\section*{Overlap population of a one-orbital chain: limits and scaling, with numbers for Au 6s}

\subsection*{Model and conventions}

I take a straight, uniform chain of spacing $a$ with one normalised s orbital $\chi_j$ per cell, $\langle\chi_j|H|\chi_j\rangle=\alpha$, $\langle\chi_j|H|\chi_{j+1}\rangle=\beta$, $\langle\chi_j|\chi_{j+1}\rangle=S>0$, and nothing beyond nearest neighbours. I write $\theta=ka$, $s=2S$, $r=\sqrt{1-s^2}$. The filling $n$ counts electrons per cell with both spins, $0\le n\le2$, so $\theta_F=\pi n/2$.

For $\psi_k=c_k\sum_j e^{ij\theta}\chi_j$ on a ring of $N$ cells, normalisation gives $N|c_k|^2(1+s\cos\theta)=1$ and
\begin{equation}
E(\theta)=\frac{\alpha+2\beta\cos\theta}{1+2S\cos\theta}.
\label{eq:band}
\end{equation}
In Mulliken's bookkeeping the electron splits into net atomic parts $|c_k|^2$ and bond parts $2S\,\mathrm{Re}(c_j^*c_{j+1})$. There is one bond per cell, so the fraction of the electron assigned to bonds is
\begin{equation}
p(\theta)=\frac{2S\cos\theta}{1+2S\cos\theta}=1-\frac{1}{1+s\cos\theta}.
\label{eq:p}
\end{equation}
Subtracting $\alpha$ from Eq.~(\ref{eq:band}) gives $2(\beta-\alpha S)\cos\theta/(1+s\cos\theta)$, that is
\begin{equation}
E(\theta)-\alpha=-\Delta\,p(\theta),\qquad \Delta=\alpha-\beta/S .
\label{eq:link}
\end{equation}
With $\Delta>0$, bonding states ($p>0$) are exactly those below $\alpha$, and the sign changes at $\theta=\pi/2$. Every statement on populations is therefore also a statement on energy.

\subsection*{Dimensional analysis}

The inputs are $\alpha$, $\beta$, $k_BT$ (energies), $a$ (length), $S$ and $n$ (numbers). A shift of the energy zero by $u$ sends $\alpha\to\alpha+u$ and $\beta\to\beta+uS$ and leaves $\Delta$ alone, so $\alpha$ and $\beta$ enter only through $\Delta$. The length $a$ drops out of anything counted per cell, except through $S(a)$ and $\beta(a)$. Hence the integrated population per bond is $P=P(S,n,\tau)$ with $\tau=k_BT/\Delta$, and the band energy per cell relative to $n\alpha$ is $U=-\Delta P$. At $T=0$, $P$ needs only the sign of $\Delta$. The effective hopping is $t=S\Delta=\alpha S-\beta$.

With $\epsilon=(E-\alpha)/\Delta$, Eq.~(\ref{eq:link}) gives $1+s\cos\theta=1/(1+\epsilon)$ and $d\epsilon/d\theta=s\sin\theta\,(1+\epsilon)^2$. The density of states per cell is $g=(2/\pi)/(dE/d\theta)$, and the crystal orbital overlap population (COOP) curve is $g\,p$:
\begin{equation}
\mathrm{COOP}(E)=-\epsilon\,g,\qquad g=\frac{2}{\pi\Delta\,(1+\epsilon)\sqrt{s^2(1+\epsilon)^2-\epsilon^2}} .
\label{eq:coop}
\end{equation}
The band runs from $\epsilon=-s/(1+s)$ to $+s/(1-s)$. The top is more antibonding than the bottom is bonding, by the factor $(1+s)/(1-s)$.

\subsection*{Integrated population}

At $T=0$, $P=(2/\pi)\int_0^{\theta_F}p\,d\theta$, and the substitution $x=\tan(\theta/2)$ gives
\begin{equation}
P(n)=n-\frac{4}{\pi r}\arctan\!\left[\sqrt{\frac{1-s}{1+s}}\,\tan\frac{\pi n}{4}\right].
\label{eq:P}
\end{equation}
Since $dP/dn=p(\theta_F)$, the maximum lies at $n=1$ for every $S$, with the Fermi level at $\alpha$. Using $\arctan\sqrt{(1-s)/(1+s)}=\tfrac12\arccos s$ at $n=1$, and $\arctan\to\pi/2$ at $n=2$,
\begin{equation}
P_{\rm half}=1-\frac{2\arccos 2S}{\pi\sqrt{1-4S^2}},\qquad
P_{\rm full}=2\left[1-\frac{1}{\sqrt{1-4S^2}}\right]<0 .
\label{eq:halffull}
\end{equation}
The filled band then lies above the separated atoms by
\begin{equation}
U_{\rm full}=2\left(\alpha-\frac{\beta}{S}\right)\left[\frac{1}{\sqrt{1-4S^2}}-1\right]
\label{eq:U}
\end{equation}
per cell. This is closed-shell repulsion in one-electron form.

\subsection*{Small overlap}

Expanding $p=s\cos\theta-s^2\cos^2\theta+s^3\cos^3\theta-\dots$ and integrating term by term,
\begin{equation}
P_{\rm half}=\frac{4S}{\pi}-2S^2+\frac{32S^3}{3\pi}-\dots,\qquad
P_{\rm full}=-4S^2-12S^4-\dots
\label{eq:small}
\end{equation}
Bonding starts at first order in $S$, repulsion at second, because the odd powers of $\cos\theta$ cancel over the whole zone. The first correction reaches 10 per cent of the leading term at $\pi S/2=0.1$, or $S=0.064$, for the half-filled band, but only at $3S^2=0.1$, or $S=0.18$, for the full one.

How the energy vanishes depends on what is held fixed. At fixed $t$, $U_{\rm half}\to-4t/\pi$, the orthogonal H\"uckel value, while $U_{\rm full}\simeq4tS\to0$ and $P\to0$: the orthogonal model keeps a bond energy and has no overlap population. Under the Wolfsberg--Helmholz rule $\beta=K\alpha S$, $\Delta=(K-1)|\alpha|$ is independent of distance, and the energies scale as $S$ and $S^2$.

A closed-shell dimer has $p=S/(1+S)$ and $-S/(1-S)$, each doubly filled, hence $P=-4S^2/(1-S^2)=-4S^2-4S^4-\dots$. The chain matches this per bond at order $S^2$. The extra $-8S^4$ is not pairwise, so a pair potential taken from the dimer underestimates the repulsion in the chain.

\subsection*{Overlap near one half}

The norm at the zone edge is $\eta=1-2S$. For small $\eta$, $r^2=\eta(2-\eta)$ and $\arccos s/r=1+\eta/3+\dots$, so
\begin{equation}
P_{\rm full}\simeq2-\sqrt{\frac{2}{\eta}}\left(1+\frac{\eta}{4}\right),\qquad
P_{\rm half}\simeq1-\frac{2}{\pi}-\frac{2\eta}{3\pi}.
\label{eq:large}
\end{equation}
Bonding saturates at $1-2/\pi=0.363$, repulsion diverges. Near the edge $1+s\cos\theta\simeq\eta+(\pi-\theta)^2/2$, so the divergence comes from a window of width $\sqrt{2\eta}$, and a band with many more than $(2/\pi)\sqrt{2\eta}$ holes per cell does not feel it. With $s=\cos\phi$, $P_{\rm half}=1-2\phi/(\pi\sin\phi)$, which rises monotonically with $S$. At fixed $\Delta$ the half-filled chain has no equilibrium spacing. The pole at $S=1/2$ belongs to the truncation: an untruncated overlap matrix of independent orbitals is positive definite, and its edge norm is $1-2S+2S_2-\dots$, with $S_2$ the second-neighbour overlap. Equation~(\ref{eq:large}) holds only while $2S_2\ll\eta$.

\subsection*{Filling}

Expanding $p(\theta_F)$ about the three special points, with $\delta=n-1$ and $m=2-n$,
\begin{align}
P&\simeq\frac{s\,n}{1+s}-\frac{\pi^2s\,n^3}{24(1+s)^2}, \label{eq:lown}\\
P&\simeq P_{\rm half}-\frac{\pi s}{4}\delta^2-\frac{\pi^2s^2}{12}\delta^3, \label{eq:mid}\\
P&\simeq P_{\rm full}+\frac{s\,m}{1-s}-\frac{\pi^2s\,m^3}{24(1-s)^2}. \label{eq:highn}
\end{align}
The cubic term in Eq.~(\ref{eq:mid}) makes added electrons cost more population than removed ones. The bond turns net antibonding at a filling $n_0$. For small $S$ I set Eq.~(\ref{eq:highn}) to zero: $m\,s(1+s)\simeq s^2$, so $n_0=2-2S+4S^2-\dots$. At $s=1$, Eq.~(\ref{eq:p}) integrates to $P=(2/\pi)[\theta_F-\tan(\theta_F/2)]$, and $\tan x=2x$ with $x=\pi n_0/4$ gives $n_0=1.484$.

\begin{center}
\begin{tabular}{cccc}
$S$ & $P_{\rm half}$ & $P_{\rm full}$ & $n_0$\\ \hline
0.05 & 0.059 & $-0.010$ & 1.91\\
0.10 & 0.110 & $-0.041$ & 1.83\\
0.206 & 0.199 & $-0.195$ & 1.70\\
0.30 & 0.262 & $-0.500$ & 1.62\\
0.40 & 0.317 & $-1.333$ & 1.54
\end{tabular}
\end{center}

The full-band repulsion equals the half-band gain when $|P_{\rm full}|=P_{\rm half}$, that is $3\sin\phi=2+2\phi/\pi$, solved by $S=0.209$.

\subsection*{Temperature}

Because $P=-U/\Delta$, the Sommerfeld result $\delta U=(\pi^2/6)\,g(E_F)(k_BT)^2$ at fixed $n$ carries over. At $n=1$, Eq.~(\ref{eq:coop}) gives $g=2/(\pi s\Delta)$, so
\begin{equation}
\delta P=-\frac{\pi\tau^2}{3s}\qquad(\tau\ll s).
\label{eq:lowT}
\end{equation}
For $\tau\gg s$ I linearise the Fermi function, $f\simeq\tfrac12-(\epsilon-\bar\epsilon)/4\tau$. The zone averages are $\bar\epsilon=1/r-1$ and $\langle(1+\epsilon)^2\rangle=1/r^3$, so the variance of $\epsilon$ is $\bar\epsilon/r^2$ and
\begin{equation}
P\simeq\left(\frac1r-1\right)\left[\frac{1}{2r^2\tau}-1\right].
\label{eq:highT}
\end{equation}
There are two scales. Smearing matters at $k_BT\sim s\Delta$, and for small $S$ the sign flips at $k_BT\simeq\Delta/2$, on the way to $P_{\rm full}/2$.

\subsection*{Numbers for the gold chain}

My inputs are typical extended H\"uckel values: $\alpha=-10.92$ eV, a 6s Slater orbital $\propto\rho^5e^{-\zeta\rho}$ ($\rho$ the distance from the nucleus) with $\zeta=2.602$ bohr$^{-1}$, $K=1.75$, and an approximate spacing $a=2.6$ \AA. All results below are the model's. In prolate spheroidal coordinates the overlap at distance $d$, with $w=\zeta d$, is
\begin{equation}
S(w)=\frac{w^{13}}{12!}\sum_{j=0}^{6}\binom{6}{j}\frac{(-1)^j}{2j+1}\int_1^\infty\xi^{12-2j}e^{-w\xi}\,d\xi .
\label{eq:S}
\end{equation}
At 2.6 \AA, $w=12.78$ and $S=0.206$; at twice that distance $S_2=8.3\times10^{-4}$. I use $s=0.412$, $r=0.911$, $\Delta=0.75\times10.92=8.19$ eV and $t=1.69$ eV.

\emph{Band.} The edges have $p=0.292$ and $p=-0.701$, a ratio of 2.40 in magnitude. They lie 2.39 eV below and 5.74 eV above $\alpha$, at $-13.31$ and $-5.18$ eV, a width of 8.13 eV. The edge masses $\pm\hbar^2(1\pm s)^2/(s\Delta a^2)$ are $0.67\,m_e$ and $-0.12\,m_e$. At the Fermi level $dE/d\theta=s\Delta=3.37$ eV, $g=0.189$ eV$^{-1}$ per cell and $v_F=s\Delta a/\hbar=1.33\times10^6$ m/s.

\emph{Neutral chain, $n=1$.} $P=0.199$, so 0.801 electron remains as net atomic population, and $U=-1.63$ eV per atom. The partial sums of Eq.~(\ref{eq:small}) are 0.262, 0.177 and 0.207, so gold is past the small-overlap regime here. The linear laws in Eqs.~(\ref{eq:lown}) and (\ref{eq:highn}) pick up a 10 per cent correction at $n=0.59$ and $m=0.38$.

\emph{Formally filled band.} $P=-0.195$ and $U=+1.60$ eV per cell. The partial sums are $-0.170$ and $-0.191$. The dimer gives $-0.177$ and 1.45 eV per bond, so the non-pairwise excess is 10 per cent. The crossover $S=0.209$ corresponds to $d=2.59$ \AA, so at my spacing gain and repulsion are nearly equal, a coincidence of the inputs.

\emph{Distance.} From Eq.~(\ref{eq:S}), $d\ln S/d\ln d=-3.33$ at 2.6 \AA. Equation~(\ref{eq:halffull}) gives $d\ln|P|/d\ln S=0.76$ at half filling and 2.30 at full filling, in place of the small-$S$ values 1 and 2. Locally $P_{\rm half}\propto d^{-2.5}$ and $|P_{\rm full}|\propto d^{-7.7}$. The repulsive power is three times the attractive one.

\emph{Temperature.} At 300 K, $k_BT=0.0259$ eV and Eq.~(\ref{eq:lowT}) gives $\delta P=-2.5\times10^{-5}$. The scale $s\Delta/k_B$ is $3.9\times10^4$ K, $\Delta/2$ is 4.1 eV, and the infinite-temperature value is $-0.097$. For electrons in a real chain only the $T\to0$ regime matters.

\subsection*{What I left out, and how large it is}

\emph{Second neighbours.} At 2.6 \AA, $2S_2=0.0017$ against $\eta=0.588$. Under the Wolfsberg--Helmholz rule Eq.~(\ref{eq:link}) survives with the norm $1+2S\cos\theta+2S_2\cos2\theta$, and direct integration lowers $U_{\rm full}$ by 0.3 per cent. At $w=9$, or 1.83 \AA, $S=0.446$, $\eta=0.108$ and $2S_2=0.070$: the truncation has failed near that distance, before the pole is reached.

\emph{The energy zero.} $\Delta$ is invariant under a shift, but the rule $\beta=K\alpha S$ is not. The model puts the Fermi level 10.92 eV below vacuum. The compiled work function of the bulk (111) face, a different system from the chain, is 5.33 eV (Patra 2017), smaller by a factor 2.05. Setting $\alpha=-5.33$ eV at the same $K$ would give $\Delta=4.00$ eV, halving all band energies and leaving every zero-temperature $P$ unchanged. The populations are the sturdier output.

\emph{6p orbitals.} The typical 6p level of the same parameter set is $-5.55$ eV, below my band top. The s band crosses it at $n=1.82$. A p$_\sigma$ band is bonding at the zone edge and lies below the atomic level there, so p states would fill earlier still. The filled-band values thus overstate the repulsion for any chain in which these orbitals are available. The s--p$_\sigma$ coupling goes as $\sin\theta$ and is largest at the Fermi point of the neutral chain, so it also affects $P_{\rm half}$.

\emph{5d orbitals.} $P_{\rm full}$ is even in $S$ and applies to each filled d band taken alone. An illustrative $|S_{dd}|=0.05$ gives $-0.010$ per band and $-0.050$ for five, a quarter of $P_{\rm half}$ with opposite sign. This is the kind of term that supplies the short-range repulsion missing from the s band, and it is why $-1.63$ eV is no cohesive energy. The typical 5d level, $-15.07$ eV, is 4.15 eV below $\alpha$ and outside my band. As typical knowledge and not a measurement, the top of the 5d bands of a linear gold chain lies within roughly half an electronvolt of the Fermi level, so the occupied 2.39 eV of the s band shares its energy range with d states, and the one-band picture understates s--d mixing by treating as remote what is degenerate.

\emph{Geometry.} I held the spacing uniform and the chain straight. A half-filled one-dimensional band gains energy from bond alternation, which splits $P$ into unequal values for short and long bonds, and a zigzag shape shortens the second-neighbour distance and raises $S_2$. Given these terms I trust $P\approx0.2$ per bond, one figure, as the s--s contribution for the model's neutral chain, while Eqs.~(\ref{eq:link})--(\ref{eq:U}) are exact for the one-orbital nearest-neighbour problem.